**Question: can I estimate where an anion loses its electron just by counting atoms?**

I am looking at results for the anion (SiH₃)₂N–PH⁻. One electron is removed while the nuclei stay fixed, and the table says how much of the loss falls on each atom.

Hirshfeld-condensed Fukui values for removing one electron from the singlet anion (SiH₃)₂N–PH⁻ (charge −1) in the gas phase, calculated with PySCF 2.14.0 at the ωB97X/aug-cc-pVDZ level. The GFN2-xTB geometry of the anion is kept fixed when the electron is removed.

| row | fukui minus (e) | computed element |
| --- | --- | --- |
| 1 | 0.070 | Si |
| 2 | 0.030 | N |
| 3 | 0.095 | Si |
| 4 | 0.476 | P |
| 5 | 0.036 | H |
| 6 | 0.028 | H |
| 7 | 0.029 | H |
| 8 | 0.070 | H |
| 9 | 0.042 | H |
| 10 | 0.042 | H |
| 11 | 0.082 | H |

Atoms 1 and 3 are the two silicons, atom 2 is nitrogen and atom 4 is phosphorus. Atoms 5 to 7 are the hydrogens on silicon 1, atoms 8 to 10 those on silicon 3, and atom 11 is the hydrogen on phosphorus.

I drew the Lewis structure, put the negative charge on phosphorus and assumed that nearly the whole electron would leave from there. Phosphorus does lead, but it supplies less than half, and the hydrogens together supply about a third. Nitrogen, right beside phosphorus, supplies almost nothing. Is there a way to guess such numbers with pencil and paper, and how far could I trust it?

**Answer**

Yes, to roughly the first digit. For this anion, remember half an electron for phosphorus, a little under a tenth for each silicon, and a few hundredths for nitrogen and for most hydrogens. Two hydrogens are as high as the silicons, and they are the instructive ones.

**Two things happen when the electron leaves**

Your Lewis structure answers the question of which orbital is emptied. In the same calculation the highest occupied orbital is mainly one of the two lone pairs that the Lewis structure gives phosphorus, with about two thirds of it on that atom. After the removal a neutral radical remains, and about three quarters of its unpaired spin sits on phosphorus. In that sense you were right about where the electron comes from.

The table, however, records the change in the whole electron density, and the other electrons do not stand still. The hole on phosphorus attracts them, so they shift towards it and refill part of the loss. Phosphorus holds 0.66 of the orbital but ends up with a loss of only 0.476 e, so it has regained 0.18 e. The calculation also finds regions where the density rises although an electron has been taken away. Emptying one frozen orbital could never do that.

Someone has to pay for this refilling, and it is mostly the hydrogens. If you subtract each hydrogen's share of the emptied orbital from its value in the table, a remainder of 0.020 to 0.036 e is left on all seven. It is about as large on hydrogens 4 Å from phosphorus as on the one bonded to it. Seven such contributions of about 0.027 e add up to 0.19 e, close to what phosphorus regains.

Why should the payment depend so little on distance? A plausible picture is a chain of bonds, each of which shifts its electrons a little towards the hole. An atom inside the chain passes electrons on and receives others from its outer neighbours, so its own balance changes little. An atom at the end has no outer neighbour to draw on, and in this anion every hydrogen is at an end.

Nitrogen fits this picture. It holds about 0.07 of the emptied orbital, more than any hydrogen, but it sits in the middle of the molecule and is strongly electronegative. It recovers more than half of that loss and finishes at 0.030 e. Closeness to the reactive atom is therefore a poor guide on its own.

Silicon 1 fits the picture less well. It has three hydrogens to draw on, yet its value exceeds its orbital share by 0.032 e, as much as for a typical hydrogen. The chain is a rough guide and not a law.

One caution belongs here. Sharing out a density among atoms is a convention, and the diffuse outer density of an anion can be credited to a neighbour. The regions of rising density do not depend on that convention, so the remaining electrons certainly rearrange. How much returns to phosphorus, and how much each hydrogen pays, does depend on it. The outputs also do not say whether the orbital shares were divided by the same scheme as the table (Hirshfeld); if they were not, part of each difference comes from the change of scheme.

**The rule**

Call the value in the column "fukui minus" $f_A^-$, the electron population that atom $A$ loses. One electron leaves in total, so the values must add up to one:

$$\sum_A f_A^- = 1 .$$

Give phosphorus one half. Then divide the other half among the remaining atoms in shares, where $w_A$ is the number of shares of atom $A$:

$$f_P^- \approx \tfrac12, \qquad f_A^- \approx \tfrac12\,\frac{w_A}{\sum_{B\neq P} w_B}.$$

In the simplest useful version silicon counts two shares and every other atom one. That makes $2\times2+1+7=12$ shares, each worth 0.042 e. The half is the phosphorus value of the table, rounded, and the double weight was chosen with all rows in view. No least-squares fit was made, but the agreement below still describes this table and is not an independent test.

**Two atoms worked through**

Take silicon 1 first. It has two of the twelve shares:

$$f^-_{\mathrm{Si1}} \approx \tfrac12\times\tfrac{2}{12}=0.083 .$$

The computed value is 0.070 e, so the estimate is about a fifth too high. For a pencil estimate that is a fair result.

Now take hydrogen 11, the one on phosphorus. It has one share, so the rule gives 0.042 e, while the calculation gives 0.082 e. The estimate is only half of what it should be, and this is the worst miss among the atoms that share the second half.

The reason lies in the first of the two steps. Every hydrogen pays towards the refilling, but this one also holds a noticeable piece of the emptied orbital, about 0.05. The single share covers the common payment and leaves out the direct loss.

**The refinement: ask what the lone pair touches**

Hydrogen 8 shows the same excess, which is surprising at first, since it is almost 4 Å from phosphorus. The geometry suggests why. It sits on silicon 3 nearly opposite phosphorus, with a P–Si–H angle of about 149°, and its bond to silicon is 1.51 Å long, against 1.46 Å for the other two hydrogens on that silicon.

This is the usual signature of a lone pair donating into the antibonding orbital of the bond on the far side. Such donation lengthens the bond and carries part of the lone-pair orbital out to the hydrogen. The orbital share on hydrogen 8 is indeed about twice that of its two neighbours. No orbital analysis was made to confirm the donation, so take it as the likely reading.

So give two shares to any hydrogen that the lone pair reaches, here 8 and 11. There are now 14 shares, and a double share is worth

$$\tfrac12\times\tfrac{2}{14}=0.071 .$$

Silicon 1 is now almost exact, and hydrogen 11 is about an eighth too low instead of half. Both corrections were made after seeing the misses, so they show that the reasoning is consistent, not that it predicts.

The silicons earn their double share in different ways. Silicon 3 is close to phosphorus and owes its whole value to the emptied orbital. Silicon 1 is farther away and owes about half of its value to the refilling. "Silicon counts double" is thus a convenient summary of two effects and not a property of the element.

**How good is it?**

The ten atoms other than phosphorus lose about 0.05 e each on average, and the errors should be judged against that. If you simply give all ten the same amount, the typical (root-mean-square) error is 0.023 e. Counting silicon double lowers it only to 0.018 e, about a third of the average value. Asking what the lone pair touches brings it down to 0.009 e, about a fifth.

Both corrections are needed to get there. How much of the improvement you credit to each depends on which you make first, so these figures do not show that position matters more than the element. The refined rule also separates the two groups correctly: every atom with a double share loses at least 0.070 e, and every atom with a single share at most 0.042 e.

Inside a group the rule says nothing. It gives both silicons the same value, although silicon 3 loses clearly more, and there the estimate is a quarter too low. Nor should you read chemistry into the difference between hydrogens 6 and 7, which is a thousandth of an electron.

**Where to stop trusting it**

The half for phosphorus is an input. The rule cannot tell you how strongly another lone pair would be localised, or how much refilling another molecule would provide. What you can carry over is the order of the questions:

1. Which atom holds the orbital that is emptied?
2. Which atoms does that orbital touch, including bonds on the far side of a close neighbour?
3. Which atoms sit at the ends of the molecule and pay for the refilling?

The second question depends on the conformer. Phosphorus lies only 2.5 Å from silicon 3, although your Lewis structure has no bond between them; an ordinary Si–P bond is roughly 2.3 Å. This geometry comes from a tight-binding method and was not refined with the density functional used for the table. If the contact opened up, the high values of silicon 3 and hydrogen 8 would be the first to come into doubt. The electronic solution for the radical was also not checked for stability, so a lower-lying solution with somewhat different values cannot be excluded.

If you are interested in such species as precursor fragments for films containing silicon, nitrogen and phosphorus, the message is simple. An electron acceptor would draw charge first from the phosphorus side, while the silyl hydrogens share in the loss without being where the electron starts. That holds for the free anion in the gas phase; a counter-ion or a surface bound to phosphorus could tie up the very lone pair on which the estimate rests.
